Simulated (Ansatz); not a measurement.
# SrCa: energy above lowest point against volume scale

Free energy against uniform scaling of the volume at fixed shape and fractions; periodic cell, basis, potentials, k mesh and filling as listed. The results are calculated, by Ansatz 0.2.0.

The cell before it is scaled or strained (space group P-6m2, No. 187):
```
CELL_PARAMETERS angstrom
4.12830 0.00000 0.00000
-2.06420 3.57520 0.00000
0.00000 0.00000 6.78880
ATOMIC_POSITIONS crystal
Sr 0.66667 0.33333 0.50000
Ca 0.00000 0.00000 0.00000
```

Settings of every row: functional PBEsol; dispersion none; potentials all-electron LAPW; k mesh 8x8x5; k shift 0x0x0; occupations fermi dirac; smearing width 0.1 eV; spin none; basis error target 0.002 eV/atom.

Limits: coarse k mesh, up to 40 meV an atom off; minimum outside the range; the cell comes from a prototype or a list of computed structures and needn't be the stable phase.

```
row  volume scale  V (Å³/atom)  energy above lowest point (meV/atom)
  1          0.94       47.094                                     0
  2          0.97       48.597                                     4
  3             1         50.1                                  11.6
  4          1.03       51.603                                     ?
  5          1.06       53.106                                    36
```

Question: what energy above lowest point should row 4 give?

Worked fit of energy above lowest point. Take u = (V_r/V)^(2/3) − 1 with V_r = 49.349 Å³ an atom, which is twice the finite (Eulerian) strain; such expansions in the strain, on which the Birch-Murnaghan equation of state is built, carry the rest volume and the bulk modulus. The shown rows have u = 0.03167, 0.01029, -0.01002, -0.04774. Least squares give energy above lowest point = 7.37 − 378.8 × u + 4625 × u² meV/atom; a straight line predicts inner rows, each left out in turn, worse (root mean square 4.6 against 0.076 meV/atom). All shown rows lie on it to the printed digit. The withheld row has u = -0.02934, so the fit gives 7.37 − 378.8 × (-0.02934) + 4625 × (-0.02934)² = 22.5 meV/atom.

The calculation gave 22.4 meV/atom. The fit lies 0.1 meV/atom (0.28 % of the column's range) above it, one unit of the last digit.
